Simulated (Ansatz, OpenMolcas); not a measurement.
GeH4O2 (SMILES [OH][GeH2][OH]): methods side by side

GeH4O2 has 7 atoms, charge 0, and is taken as a singlet. SMILES: `[OH][GeH2][OH]`. Geometry: relaxed at PBE0-D4/def2-TZVP. This is one conformer, not always the lowest.

```xyz
7

O    -1.4913   -0.4160   -0.1739
Ge    0.0235    0.3770    0.3053
O     1.3474   -0.7989    0.4006
H    -1.6349   -0.4187   -1.1221
H     0.3634    1.4605   -0.7391
H    -0.1725    0.8631    1.7373
H     1.6256   -1.1352   -0.4538
```

Quantity: the energy change with the O1–H4 bond stretched from 0.959 to 1.726 Å, in eV. The values are calculated.

```tsv
level	kind	program	value (eV)
HF/cc-pVDZ (restricted)	Hartree–Fock	OpenMolcas	4.75
BLYP/cc-pVDZ (restricted)	GGA	OpenMolcas	3.35
TPSS/cc-pVDZ (restricted)	meta-GGA	OpenMolcas	3.51
B3LYP/cc-pVDZ (restricted)	global hybrid	OpenMolcas	3.76
BHLYP/cc-pVDZ (restricted)	global hybrid	Ansatz	4.25
CAM-B3LYP/cc-pVDZ (restricted)	range-separated hybrid	Ansatz	3.95
B2PLYP/cc-pVDZ (restricted)	double hybrid	OpenMolcas	3.79
RPA@PBE0/cc-pVDZ (restricted)	RPA	Ansatz	3.75
MP2/cc-pVDZ (restricted)	perturbation theory	OpenMolcas	3.90
```

All-electron rows without a relativistic Hamiltonian named are non-relativistic. The first shape isn't each level's own minimum. The values span 3.35 to 4.75 eV. In the correlated wave-function rows the outer d shell of Ge is correlated, in sets not made for it.

Stretching the O–H bond costs most in Hartree–Fock, 4.75 eV, and least in BLYP, 3.35 eV. Among the related functionals BLYP, B3LYP and BHLYP, the cost rises steadily with the share of exact exchange. The likely reason is left-right correlation: as the bonding pair separates, a closed-shell determinant retains too much ionic character, an error that semilocal exchange partly offsets. MP2 brings the Hartree–Fock value down to 3.90 eV, so correlation stabilises the stretched geometry more than the starting one. B2PLYP fits the same picture: its exact-exchange share is close to that of BHLYP, yet with its perturbative correlation it gives 3.79 eV, almost the B3LYP result. RPA, at 3.75 eV, also falls in this middle region. The agreement of such different treatments suggests that the two extremes err in opposite directions, but it doesn't single out a best value. Nor is any of these energies a bond dissociation energy, since at 1.726 Å the hydrogen atom still interacts appreciably with the oxygen.
